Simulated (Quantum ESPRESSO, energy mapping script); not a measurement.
# Exchange couplings and ordering temperature of rocksalt NiO against volume, from PBE+U (6 eV on Ni d)

An antiferromagnetic NiO layer can pin the magnetisation of a neighbouring ferromagnet in a magnetic sensor, but only below its ordering temperature. Pressure, thermal expansion and growth on a substrate all change the Ni–O distance, so it matters how strongly that temperature depends on volume. Here the cubic cell is scaled uniformly from 0.91 to 1.09 times its measured volume. At each volume the energies of several collinear spin orders, taken against the parallel order in the same cell, give the couplings between nickel moments. Positive couplings favour parallel moments. The couplings then give a mean-field temperature and a Monte Carlo temperature, both for classical spins.

## How the numbers were made

NiO (rocksalt), from the measured cell (COD); moments on Ni. The cell is deformed as the first column says, and atoms keep their fractional positions without relaxation. Quantum ESPRESSO 7.5, plane waves, collinear spins without spin-orbit coupling, GBRV ultrasoft potentials, cutoff 612 eV, k-point spacing 0.32 1/Å, Fermi-Dirac occupations of width 0.05 eV, PBE+U (6 eV on Ni d), Hubbard projectors on orthogonalised atomic orbitals. For each row 10 self-consistent runs of collinear orders in small supercells, each against the parallel order in the same cell and mesh, fix the couplings by least squares; atoms are held. Mean-field temperatures follow from the largest eigenvalue of J(q). Monte Carlo is classical heat-bath sampling on 512 spins.

Notes on method and selection:

- Temperatures are for classical spins of fixed length: no quantum factor (S+1)/S is applied, mean field overestimates, and the Monte Carlo peak of a finite lattice lay about 5 % under the known transition in tests on simple lattices.
- Each order is the state reached from typed starting moments and may not be the lowest.
- Farther fitted shells of NiO (rocksalt): 24 neighbours near 5.0 Å, 0.02 to 0.03 meV; 12 neighbours near 5.7 Å, -0.45 to -0.27 meV. Small couplings are the least well fixed.
- Shells are defined by distance (within 0.05 Å), so unlike pairs at one distance share one coupling.
- Fits whose orders differ in orbital state or character, whose mesh is flagged unconverged or whose misfit exceeds 15 % of the largest energy difference (8 % for two-shell refits) are left out, and series that barely change are not tabled.
- Runs that did not converge, have known faults or may not be shown are not listed, and runs on Ansatz's PAW sets soft_1 and soft_2 are kept to separate tables.

Columns:

- relative volume: cell volume over that of the starting cell, all three lengths scaled alike.
- local moment (μB): largest spin moment inside a magnetic atom's sphere, in the lowest computed order.
- gap (eV): Kohn-Sham gap of the lowest computed order on its k-point mesh, zero where bands overlap.
- J1 distance (Å): distance of the nearest fitted shell.
- Monte Carlo temperature (K): peak of the heat capacity in classical Monte Carlo on the fitted couplings.
- nearest coupling J1 (meV): coupling of the nearest fitted shell (Ni-Ni, 12 neighbours per magnetic atom, 2.86 Å in the first row); E = -sum over ordered pairs of J e_i·e_j with unit vectors e (each pair counted twice), J > 0 favours parallel moments.
- second coupling J2 (meV): coupling of the second fitted shell (Ni-Ni, 6 neighbours, 4.04 Å in the first row), same convention.
- mean-field temperature (K): mean-field ordering temperature of classical spins from all fitted couplings.

Input lines of one member:

```
&control
  calculation = 'scf'
&system
  ibrav = 0
  nat = 6
  ntyp = 3
  ecutwfc = 45
  ecutrho = 360
  nbnd = 53
  occupations = 'smearing'
  smearing = 'fd'
  degauss = 0.00367493
  nspin = 2
  starting_magnetization(1) = 0.1111
  starting_magnetization(2) = -0.1111
```

Command (options for logging and memory left out): `OMP_NUM_THREADS=1 mpirun -n 8 pw.x -nk 8 -in pw.in > pw.out`

## The series

```
member                 relative volume  local moment (μB)  gap (eV)  J1 distance (Å)  Monte Carlo temperature (K)  nearest coupling J1 (meV)  second coupling J2 (meV)  mean-field temperature (K)
relative volume 0.91   0.910            1.64               3.55      2.859            359                          0.706                      −12.464                   536
relative volume 0.94   0.940            1.65               3.51      2.890            326                          0.682                      −11.311                   487
relative volume 0.955  0.955            1.66               3.49      2.905            309                          0.669                      −10.788                   464
relative volume 0.97   0.970            1.66               3.39      2.920            296                          0.654                      −10.296                   443
relative volume 1      1.000            1.67               3.17      2.950            269                          0.625                      −9.399                    404
relative volume 1.03   1.030            1.68               2.96      2.979            246                          0.595                      −8.605                    370
relative volume 1.045  1.045            1.69               2.86      2.994            237                          0.580                      −8.241                    354
relative volume 1.06   1.060            1.69               2.77      3.008            226                          0.565                      −7.898                    339
relative volume 1.09   1.090            1.70               2.59      3.036            208                          0.534                      −7.269                    312
```

## Mechanism

Expansion weakens both couplings and lowers both temperatures at every step of the table. From relative volume 0.91 to 1.09, J2 goes from −12.464 to −7.269 meV and the Monte Carlo temperature from 359 to 208 K. Near the starting volume, 1 % of compression strengthens J2 by about 3 %.

A model with three parameters follows from superexchange, the coupling of two metal moments through the anion between them.

1. Second-shell nickel atoms face each other across one oxygen atom. Their half-filled d orbitals of e_g type point at the same oxygen p orbital, and virtual electron transfer favours antiparallel moments: J2 ∝ −(t⁴/Δ²)(1/U + 1/Δ). Here t is the Ni–O hopping, Δ the cost of moving an electron from oxygen to nickel, and U the repulsion on nickel.

2. The hopping falls as a power of the Ni–O distance, t ∝ d⁻ᵐ, and uniform scaling gives d ∝ v^(1/3), with v the relative volume. If the denominators also follow powers of v, then J2 = −A v⁻ⁿ. With fixed denominators n would be 4m/3.

3. A dominant antiparallel J2 favours moments that alternate between successive (111) planes. Each nickel atom then has six parallel and six antiparallel nearest neighbours, so J1 cancels. The 24 neighbours near 5.0 Å cancel likewise, while the 12 near 5.7 Å are all parallel. With J4 for that last shell, k_B T_MF = (2/3)(6|J2| − 12|J4|).

4. If J4 scales with J2, this reduces to T_MF = c|J2|. Without J4, c would be 4/k_B, roughly 46 K/meV. The antiparallel J4 opposes the order and lowers c by about 7 %.

The ordering temperature therefore inherits the volume dependence of J2, and J1 drops out of the mean-field result.

## Testing the model

The parameters are fixed on relative volumes 0.97 and 1.03:

- n = ln(10.296 / 8.605) / ln(1.030 / 0.970) = 2.989
- A = 10.296 × 0.970^2.989 = 9.400 meV
- c = 43.0 K/meV, from 443 / 10.296 = 43.03 and 370 / 8.605 = 43.00

Four other members then follow.

- **Relative volume 0.91:** |J2| = 9.400 × 0.910^(−2.989) = 12.461 meV (table 12.464). T_MF = 43.0 × 12.461 = 536 K (table 536).
- **Relative volume 0.94:** |J2| = 9.400 × 0.940^(−2.989) = 11.310 meV (table 11.311). T_MF = 43.0 × 11.310 = 486 K (table 487).
- **Relative volume 1:** |J2| = 9.400 meV (table 9.399). T_MF = 43.0 × 9.400 = 404 K (table 404).
- **Relative volume 1.09:** |J2| = 9.400 × 1.090^(−2.989) = 7.265 meV (table 7.269). T_MF = 43.0 × 7.265 = 312 K (table 312).

Over all nine rows the largest miss in J2 is 0.004 meV, while the values scatter about their mean by 1.4 meV on average. The mean-field temperature is met within about 1 K.

The Monte Carlo temperature needs one further number. Its ratio to the mean-field temperature stays between 0.665 and 0.670 in every row, as expected when the couplings that set the order change almost in proportion. Taken from relative volume 1, the ratio is 269 / 404 = 0.666. At relative volume 1.09 it gives 0.666 × 312 = 208 K, as in the table.

## Where the trend breaks

The power law that describes J2 fails for J1. Scaling J1 from relative volume 1 in proportion to J2 gives 0.625 × 12.464 / 9.399 = 0.829 meV at 0.91, above the 0.706 meV of the table. At 1.09 it gives 0.625 × 7.269 / 9.399 = 0.483 meV, below the 0.534 meV of the table. The assumption of a single exchange path is the likely failure. Across a 90° Ni–O–Ni bond, parallel and antiparallel contributions compete, and an antiparallel part that grows faster on compression would hold J1 down as seen.

Fixed denominators fail for J2. A common rule of thumb, m of about 3.5, would give n of about 4.7, well above the fitted value. A Δ that grows on compression would lower n, and the gap does widen, from 2.59 to 3.55 eV. The gap is not Δ itself, however: inserted as Δ, it would overcorrect.

In the Monte Carlo runs the order parameter stays well below full order at low temperature. A possible reason is the cancellation of J1, which leaves four nickel sublattices free to turn against one another while each is ordered internally.

## Measured against computed

```
member             quantity                     measured  computed  computed − measured  conditions                                                                                               source
relative volume 1  Monte Carlo temperature (K)  525       269       −256 (−48.8 %)       literature value quoted in passing in the introduction; NiO not measured in this work; Neel temperature  [1]
```

Sources:

[1] "Spin Selective Evolution of Zhang-Rice State in Binary Transition Metal Oxide" (2023, arXiv:2310.17833)

At relative volume 1 the Monte Carlo temperature is 269 K against a measured Néel temperature of 525 K, a difference of −256 K or −48.8 %. Even the mean-field value, 404 K, is too low, although mean field overestimates for given couplings.

Most of the deficit can be put down to the classical spins. For the spin S = 1 of Ni²⁺ the quantum factor (S+1)/S equals 2. With it the Monte Carlo value becomes 2 × 269 = 538 K, and allowing for a finite-lattice peak about 5 % too low gives 538 / 0.95 = 566 K. Quantum fluctuations beyond this simple factor would take back a few per cent. The chosen U matters as well: a smaller U generally strengthens superexchange, and a change of 1 or 2 eV could shift the temperature by 10 % or more. The closeness to experiment after correction is therefore no test of the couplings to within a few per cent.

The measured value is quoted in passing in its source, without sample or method, though it agrees with the accepted magnitude for NiO. It fixes one volume only, so the calculated exponent is not tested here. The direction is right: experiments under pressure find that the Néel temperature of NiO rises on compression.

## What to take away

Between relative volumes 0.91 and 1.09, J2 and both temperatures vary closely as v⁻³. This is slightly weaker than the empirical ten-thirds power often used for magnetic insulators. The result applies to uniform scaling; a film stretched in its plane has unequal Ni–O distances and is not described by volume alone.

One omitted effect exceeds the whole spread of the Monte Carlo column, 359 − 208 = 151 K. The quantum factor would add about 269 K at relative volume 1. Being the same at every volume, it changes the scale of the temperatures and leaves the exponent as it is.

[Logs are printed without paths, hosts, clocks, repeated set-up lines and the standing remarks that a program may print on its own settings, such as how far it seeks lower states.]

[On method and selection: Fits whose orders differ in orbital state, whose mesh is flagged unconverged or whose misfit exceeds 15 % of the largest energy difference (8 % for two-shell refits) are left out, and series that barely change are not tabled.]
